## Appendix: complete depth averaging in the two-beam Kikuchi profile

**Where it enters.** By reciprocity, a point emitter at $\mathbf r$ emits into $\mathbf k$ with intensity proportional to $|\psi(\mathbf r)|^2$. Here $\psi$ is the crystal wave excited by a unit plane wave incident along $\mathbf K=-\mathbf k$. Take planes of spacing $d$ normal to the surface, depth $z$, $g=2\pi/d$, and potential energy $-2eV_g\cos\mathbf g\cdot\mathbf x$ with $V_g>0$ and the origin on an atomic plane. With $\psi=e^{i\mathbf K\cdot\mathbf r}(\phi_0+\phi_ge^{i\theta})$, $\theta=\mathbf g\cdot\mathbf x$, and second $z$-derivatives dropped,

$$\phi_0'=\frac{i\pi}{\xi_g}\phi_g,\qquad \phi_g'=\frac{i\pi}{\xi_g}\phi_0+2\pi is\,\phi_g .$$

Here $\xi_g=hv/2eV_g$ for electron speed $v$, and $2\pi s=(K^2-|\mathbf K+\mathbf g|^2)/2K$. Thus $s<0$ inside the band of full width $2\theta_B$, $\sin\theta_B=\lambda_e/2d$. Let $w=s\xi_g$, $q=\sqrt{1+w^2}$, $\chi=\pi qz/\xi_g$. For $\phi_0(0)=1$, $\phi_g(0)=0$,

$$\phi_0=e^{i\pi sz}\Big(\cos\chi-\frac{iw}{q}\sin\chi\Big),\qquad \phi_g=\frac{i}{q}e^{i\pi sz}\sin\chi,$$

$$|\psi|^2=1-\frac{w}{q^2}(1-\cos2\chi)\cos\theta-\frac{\sin2\chi}{q}\sin\theta .$$

Setting the depth averages of $\cos2\chi$ and $\sin2\chi$ to zero gives $I_\infty=1-[w/(1+w^2)]\cos\theta$. This assumes that emitters are sampled over many Pendellösung periods $\xi_g/q$.

**Dropping it.** For a uniform dopant profile and an attenuation length $\Lambda$ common to both Bloch waves, the normalised weight is $e^{-z/\Lambda}/\Lambda$. With $b=2\pi\Lambda/\xi_g$, $\langle\cos2\chi\rangle=1/(1+b^2q^2)$ and $\langle\sin2\chi\rangle=bq/(1+b^2q^2)$, so

$$I=1-\frac{b^2w\cos\theta+b\sin\theta}{1+b^2(1+w^2)}=I_\infty-\frac{\sin\theta}{b\,q^2}+\frac{w\cos\theta}{b^2q^4}+O(b^{-3}).$$

The first correction is even in $w$, vanishes on the planes, and changes sign at the opposite band edge ($\mathbf g\to-\mathbf g$). Its full amplitude at $w=0$ is $S=b/(1+b^2)$. For on-plane atoms the $b^{-2}$ term leads. The extrema move from $|w|=1$ to $|w|=\sqrt{1+b^{-2}}$, and their height falls from $1/2$ to $C=b/(2\sqrt{1+b^2})$.

**Size for Ge or Te in Si.** Take the vertical (220) planes of Si(001). Approximate inputs are $a=0.5431$ nm, giving $d=a/\sqrt8=0.1920$ nm, $V_{220}=4.4$ V, and typical inelastic mean free paths for $\Lambda$. $E$ is the kinetic energy inside the crystal; $v$ and $\lambda_e$ are relativistic.

| $E$ (keV) | $\lambda_e$ (pm) | $2\theta_B$ (mrad) | $\xi_g$ (nm) | $\Lambda$ (nm) | $b$ | $C$ | $S$ |
|---|---|---|---|---|---|---|---|
| 3 | 22.4 | 116.5 | 15.2 | 6 | 2.5 | 0.46 | 0.35 |
| 5 | 17.3 | 90.1 | 19.6 | 9 | 2.9 | 0.47 | 0.31 |
| 7 | 14.6 | 76.1 | 23.1 | 12 | 3.3 | 0.48 | 0.28 |

Substitutional sites lie on these planes, so they lose only 0.02 to 0.04 of peak height. A displaced dopant feels the larger sine term. However, the (220) plane through a site is a mirror, so equally populated equivalent displacements cancel it.

**Rival terms at 5 keV.**

- *Third beam.* Since $s_g+s_{-g}=-\lambda_e/d^2$, the beam $-\mathbf g$ has $|w_{-g}|=\xi_g\lambda_e/d^2=9.2$ at $w=0$. Its amplitude is about $-\phi_0/2w_{-g}$, so its interference term is of order $1/|w_{-g}|=0.11$.
- *Anomalous absorption.* Let $V_g\to V_g(1+ir)$ with $r>0$. At $w=0$, $\theta=0$, $\phi_0+\phi_g=e^{i\pi(1+ir)z/\xi_g}$, so $I=1/(1+br)$. An illustrative $r=0.05$ gives 0.87 in place of 1.
- *Emitter vibration.* Gaussian motion multiplies $\cos\theta$ by $e^{-g^2\langle u^2\rangle/2}$. The Debye model gives $\langle u^2\rangle=\frac{3\hbar^2}{Mk_B\Theta}\big[\frac{T^2}{\Theta^2}\int_0^{\Theta/T}\frac{y\,dy}{e^y-1}+\frac14\big]$ per axis. With the compiled $\Theta=645$ K (Råsander 2015), the host mass 28.09 u and $T=300$ K, $\langle u^2\rangle=4.2\times10^{-23}$ m² and the factor is 0.98. This $\Theta$ typically understates $\langle u^2\rangle$ in Si by roughly 30 %.

For substitutional dopants, incomplete averaging is therefore smaller than the first two terms and comparable with the third. The tabulated $C$ is the model's. Phonon scattering shortens the coherent $\Lambda$, which lowers $b$, and it feeds a quasi-elastic background. Band contrast in real patterns is typically lower than this model gives, by a factor of two or more.